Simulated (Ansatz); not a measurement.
A series in smearing width on Gd

Results calculated with Ansatz 0.2.0, not measured. Plane-wave density functional theory, scalar-relativistic PAW datasets made under PBE, Gamma-centred meshes; one setting moves on a fixed relaxed cell, energies count from the zero-width extrapolation of the reference run, pressure is Pulay-corrected at fixed cutoff and positive in compression.

Structure of every row (space group P6_3/mmc, No. 194):
```
CELL_PARAMETERS angstrom
3.48420 0.00000 0.00000
-1.74210 3.01740 0.00000
0.00000 0.00000 5.58670
ATOMIC_POSITIONS crystal
Gd 0.33333 0.66667 0.25000
Gd 0.66667 0.33333 0.75000
```

Settings of every row: spin polarised yes; functional LDA; wave cutoff 420 eV; k mesh 10x10x6; smearing method fermi_dirac; reference k mesh 10x10x6; reference smearing width 0.05 eV; reference wave cutoff 420 eV; reference smearing method fermi_dirac; swept setting smearing; valence electrons per atom 18.

Atom:
```csv
element,starting moment (Bohr magneton)
Gd,7.21
Gd,7.21
```

Limits: open f shell: the state may not be the lowest; search for a lower magnetic state is off; settings are moved on purpose, so some rows are far from converged.

```csv
row,smearing width (eV),free energy error per atom (meV),largest site moment (Bohr magneton),zero smearing energy error per atom (meV),pressure (GPa)
1,0.01,-0.36,7.25,0.03,0.03
2,0.03,-3.07,7.23,-0.09,-0.02
3,0.1,?,?,?,?
4,0.2,-139.34,7.1,1.16,0.87
5,0.3,-312.39,7.03,-5.79,1.79
```

Question: what free energy error per atom should row 3 give?

Worked fit of free energy error per atom. Smearing changes a smooth quantity, to lowest order, with the square of the width, so take w² in eV². The shown rows have w² = 0.0001, 0.0009, 0.04, 0.09. Their means are 0.03275 and -113.79 meV; the sums about the means are S_tt = 0.005411 and S_ty = -18.79, whose ratio is the slope. Least squares give free energy error per atom = −0.085 − 3471.91 × w² meV. The rows lie off it by 0.07, 0.14, -0.38, 0.17 (root mean square 0.22 meV). The constant, -0.085 meV, estimates the value at zero width. The withheld row has w² = 0.01, so the fit gives −0.085 − 3471.91 × (0.01) = -34.80 meV.

The calculation gave -34.05 meV. The fit lies 0.75 meV (2.2 % of the value, 0.24 % of the column's range) below it; its largest miss of a shown row is 0.38 meV.

The other values of row 3: largest site moment 7.18 Bohr magneton; zero smearing energy error per atom 0.5 meV; pressure 0.14 GPa.
